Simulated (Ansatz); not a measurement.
# A ladder of methods for GeH4O2 (SMILES [OH][GeH2][OH])

The species is GeH4O2 (7 atoms), meant as a singlet with charge 0. SMILES: `[OH][GeH2][OH]`. The shape is that of a PBE0-D4/def2-TZVP optimisation. This is one conformer, not always the lowest.

Each level gives the electronic atomisation energy (eV). The values are calculated. Electronic energies at fixed atoms, without zero-point motion or spin-orbit coupling.

```
          level                    kind  program  value (eV)  less CCSD(T)/cc-pVDZ
  BHLYP/cc-pVDZ           global hybrid   Ansatz       21.56                 +0.18
   PBE0/cc-pVDZ           global hybrid   Ansatz       22.35                 +0.97
  wB97X/cc-pVDZ  range-separated hybrid   Ansatz       22.84                 +1.46
RPA@PBE/cc-pVDZ                     RPA   Ansatz       20.45                 -0.93
    MP2/cc-pVDZ     perturbation theory   Ansatz       21.76                 +0.38
BCCD(T)/cc-pVDZ   coupled cluster or CI   Ansatz       21.38                  0.00
CCSD(T)/cc-pVDZ   coupled cluster or CI   Ansatz       21.38                  0.00
   CCSD/cc-pVDZ   coupled cluster or CI   Ansatz       21.14                 -0.24
```

Differences are taken from CCSD(T)/cc-pVDZ for orientation; it has basis-set and higher-order errors of its own. All-electron rows without a relativistic Hamiltonian named are non-relativistic. Correlated wave functions underbind in double-zeta sets. The values span 20.45 to 22.84 eV. In the correlated wave-function rows the outer d shell of Ge is correlated, in sets not made for it.

The coupled-cluster rows point to a molecule dominated by a single configuration. Replacing Hartree-Fock with Brueckner orbitals leaves the value at 21.38 eV, and perturbative triples add only 0.24 eV to CCSD. That fits a closed-shell Ge(IV) centre with polar σ bonds to oxygen and hydrogen. Atomisation breaks electron pairs of the molecule, leaving unpaired electrons in the free atoms, so the correlation energy does not cancel. MP2 overshoots CCSD(T) modestly, while RPA gives the lowest value, in line with its known underbinding, which stems from an imbalanced description of short-range correlation between molecule and atoms.

The closeness of BHLYP to CCSD(T) is probably fortuitous: its large share of exact exchange usually weakens binding, and here it meets a reference that is itself too low. By the same argument, the excesses of PBE0 and wB97X cannot be read wholly as functional overbinding. The total also combines Ge-O, Ge-H and O-H contributions, so it does not establish the strength of any one bond.
